\section*{Coulomb conductivity of a copper arc jet: limits and scaling}

\subsection*{Dimensional analysis}
The formulae are in SI units. Electrons are nearly Maxwellian, with $v_T=\sqrt{2kT_e/m}$ and $x=v/v_T$. Ions are at rest, and $Z=\sum_s n_sZ_s^2/n_e$. The quantity $\sigma/\varepsilon_0$ is a rate. With the Coulomb length $b=e^2/(4\pi\varepsilon_0kT_e)$ the natural rate is $v_T/b$, and density enters only through the group $n_eb^3$. Define
\begin{equation}
\tau=\frac{3(2\pi)^{3/2}\varepsilon_0^2\sqrt m\,(kT_e)^{3/2}}{Zn_ee^4\ln\Lambda},\qquad
\sigma_0=\frac{n_ee^2\tau}{m}=\frac{3\sqrt\pi}{2}\frac{\varepsilon_0v_T}{Zb\ln\Lambda}
=\frac{97.0\,T_{\rm eV}^{3/2}}{Z\ln\Lambda}\ \mathrm{S/cm}.
\end{equation}
We take $\Lambda=\lambda_D/b_0=3/(Z\sqrt{4\pi n_eb^3})$, with the electron Debye length $\lambda_D$ and $b_0=Zb/3$. Other conventions change $\sigma$ by a relative amount of order $1/\ln\Lambda$, which is the accuracy of the theory.

\subsection*{Lorentz gas and two Sonine terms}
Write $f=f_0(1+\phi)$, with $E\propto e^{-i\omega t}$ along $z$ and $w=\omega\tau$. Ions only deflect electrons, at the rate $\nu=Zn_ee^4\ln\Lambda/(4\pi\varepsilon_0^2m^2v^3)=a/(\tau x^3)$, where $a=3\sqrt\pi/4$. Without electron--electron collisions $\phi=-eEv_z/[kT_e(\nu-i\omega)]$, so
\begin{equation}
\frac{\sigma_L}{\sigma_0}=\frac{8}{3\sqrt\pi}\int_0^\infty\frac{x^4e^{-x^2}dx}{ax^{-3}-iw}
\;\xrightarrow{\,w=0\,}\;\frac{32}{3\pi}=3.40 .
\end{equation}
The dc integrand peaks at $x^2=7/2$: fast electrons carry the current.

To include electron--electron collisions, set $\phi=-(eE\tau v_z/kT_e)(a_0+a_1L_1)$ with $L_1=5/2-x^2$. Then $\sigma=a_0\sigma_0$, and projection on $1$ and $L_1$ gives
\begin{equation}
\begin{pmatrix}1-iw&3/2\\ 3/2&\mu-5iw/2\end{pmatrix}
\begin{pmatrix}a_0\\a_1\end{pmatrix}=\begin{pmatrix}1\\0\end{pmatrix},
\qquad \mu=\frac{13}{4}+\frac{\sqrt2}{Z}.
\end{equation}
The ion elements $1,\,3/2,\,13/4$ are $\int_0^\infty e^{-y}L_iL_j\,dy$ with $y=x^2$ and $L_0=1$. Momentum conservation leaves one electron--electron element. With $\psi=x_zL_1$ and $\mathbf g=\mathbf x-\mathbf x'$, the Landau operator gives $\tfrac12\langle|(\nabla\psi-\nabla'\psi')_{\perp\mathbf g}|^2/g\rangle=\tfrac12\langle 4g/3\rangle=4\sqrt2/(3\sqrt\pi)$. The ion element that is normalised to unity is $Z\langle 2/(3x)\rangle=4Z/(3\sqrt\pi)$, and the ratio is $\sqrt2/Z$. Solving,
\begin{equation}\label{sol}
\frac{\sigma_0}{\sigma}=1-iw-\frac{9/4}{\mu-5iw/2},\qquad
\gamma\equiv\frac{\sigma(w{=}0)}{\sigma_0}=\frac{13/4+\sqrt2/Z}{1+\sqrt2/Z}.
\end{equation}
At $w=0$ the problem is variational, so $\gamma$ is a lower bound and the Lorentz value an upper one. Thus $\gamma=1.93$ ($0.57\,\sigma_L$) at $Z=1$ and $2.32$ at $Z=2$. Engineering formulae for $Z=1$ take as input approximately $0.58\,\sigma_L$, after Spitzer and H\"arm (1953).

\subsection*{Limits and crossovers}
\paragraph{Charge.} Formally, $\gamma\simeq1+1.59Z$ at small $Z$, where the distribution is a drifting Maxwellian. At large $Z$, $\gamma\simeq3.25-3.18/Z$, whose limit is $4.3\,\%$ below the exact Lorentz value. The midpoint is $Z=\sqrt2$, so copper lies in neither limit. The mean charge is not $Z$: illustrative fractions $0.2,\,0.6,\,0.2$ of Cu$^+$, Cu$^{2+}$, Cu$^{3+}$ have mean 2 but $Z=2.2$, which lowers $\gamma/Z$ by $7\,\%$. Below we use $Z=2$.

\paragraph{Density and temperature.} The exponents are $\partial\ln\sigma/\partial\ln n_e=1/(2\ln\Lambda)$ and $\partial\ln\sigma/\partial\ln T_e=\tfrac32(1-1/\ln\Lambda)$. At 3~eV and $10^{13}$~cm$^{-3}$ they are $0.053$ and $1.34$. The theory is lost near the cathode spot, since $\ln\Lambda=2$ at $3\times10^{19}$~cm$^{-3}$. The cutoff is classical because $b_0=0.32$~nm exceeds $\hbar/\sqrt{3mkT_e}=0.092$~nm. The two lengths cross at 36~eV.

\paragraph{Frequency or transverse magnetic field.} For dc with $\mathbf B\perp\mathbf E$, read $w=eB\tau/m$; then $\mathrm{Re}\,\sigma$ is the Pedersen and $|\mathrm{Im}\,\sigma|$ the Hall conductivity. At small $w$, $\mathrm{Re}\,\sigma$ falls as $1-\kappa w^2$. The Lorentz gas has $\kappa=640/(3\pi)=68$, but two terms give only 26 in that limit, so the value $\kappa\approx10$ from Eq.~\eqref{sol} at $Z=2$ is rough. At large $w$, $\mathrm{Re}\,\sigma\to\sigma_0/w^2$ with no factor $\gamma$. Slow electrons with $\nu\tau>w$ supply the Lorentz-gas correction factor $1-(2\pi/3\sqrt3)(a/w)^{2/3}=1-1.46\,w^{-2/3}$, which polynomials cannot represent. At $Z=2$, $\mathrm{Re}\,\sigma$ halves at $w=0.32$. If the Hall current is blocked, what counts is $\mathrm{Re}(\sigma_0/\sigma)$, which rises only from $1/\gamma$ to 1 and is halfway at $w=2\mu/5=1.6$.

\paragraph{Neutral gas.} A constant momentum-transfer cross section $Q$ adds to the matrix $\epsilon$ times the elements $1,\,-1/2,\,13/4$, where $\epsilon=\tfrac43n_gQ\bar v\tau$ and $\bar v=2v_T/\sqrt\pi$. At $w=0$,
\begin{equation}
\frac{\sigma}{\sigma_0}\simeq\gamma\,(1-4.3\,\epsilon)\ \ (\epsilon\ll1,\ Z=2),\qquad
\frac{\sigma}{\sigma_0}\simeq\frac{32}{9\pi\epsilon}\Big(1-\frac{\ln\epsilon}{\epsilon}\Big)\ \ (\epsilon\gg1).
\end{equation}
The second form comes from the Lorentz integral with $\nu\tau=ax^{-3}+a\epsilon x/2$, and its correction holds to logarithmic accuracy. There $\sigma\propto n_e/n_g$. Adding the two limiting resistivities would give the coefficient $2.0$ in place of $4.3$, because it ignores that neutrals stop the fast carriers preferentially. The leading terms meet at $\epsilon=0.49$. For an illustrative $Q=10^{-15}$~cm$^2$ and gas at 300~K, this is 10~mTorr at $n_e=10^{13}$~cm$^{-3}$ (ionisation ratio $n_e/n_g=0.03$) and 0.13~mTorr at $10^{11}$~cm$^{-3}$. An inductive etch plasma with $Z=1$, 3~eV, $10^{11}$~cm$^{-3}$, 10~mTorr and the same $Q$ has $\epsilon=71$ and is neutral-dominated.

\subsection*{Numbers for the jet}
Take an isothermal hemispherical outflow in vacuum at 3~eV with $I=100$~A, $j=I/(2\pi r^2)$ and $n_e=CI/r^2$, where $C=10^{11}$~A$^{-1}$cm$^{-1}$ is a typical input. Then $\sigma=584/\ln\Lambda$~S/cm. The table also lists the Knudsen number $v_T\tau/r$, the value $w_s$ in the largest self-field $\mu_0I/(2\pi r)$, and the ratio $\rho$ of the resistive field $j/\sigma$ to the pressure term $|\nabla p_e|/(en_e)=2kT_e/(er)$.
\begin{center}
\begin{tabular}{ccccccc}
$r$ (cm)&$n_e$ (cm$^{-3}$)&$\ln\Lambda$&$\sigma$ (S/cm)&$v_T\tau/r$&$w_s$&$\rho$\\\hline
10&$10^{11}$&11.8&50&7.8&27&0.0053\\
1&$10^{13}$&9.5&62&0.97&3.3&0.043\\
0.1&$10^{15}$&7.1&82&0.13&0.44&0.32\\
0.01&$10^{17}$&4.8&120&0.019&0.065&2.2
\end{tabular}
\end{center}
Six decades of density change $\sigma$ by a factor of only 2.4, while the neglected terms change by two to three decades. At 1~cm, $\tau=9.5$~ns, so 1.9~G already halves the Pedersen conductivity, against a self-field of up to 20~G. Electrons at $x^2=7/2$ have a deflection path $x^4/a=9$ times $v_T\tau$, so a local Ohm's law is marginal even at 1~mm. Beyond a few tenths of a millimetre the pressure term exceeds the resistive field, and $j/\sigma$ is the sum of $E$ and that term (plus a thermal force if $T_e$ varies). The drift $j/(en_e)$ is $0.10\,v_T$ at every radius, which gives $|\phi|\approx0.5$ along the field at $x^2=7/2$, so linearity has little margin.

The unmagnetised local result is best founded near 0.1~mm. There the model's conductivity is about 120~S/cm, uncertain by $1/\ln\Lambda\approx0.2$ in relative terms and tied to the assumed 3~eV.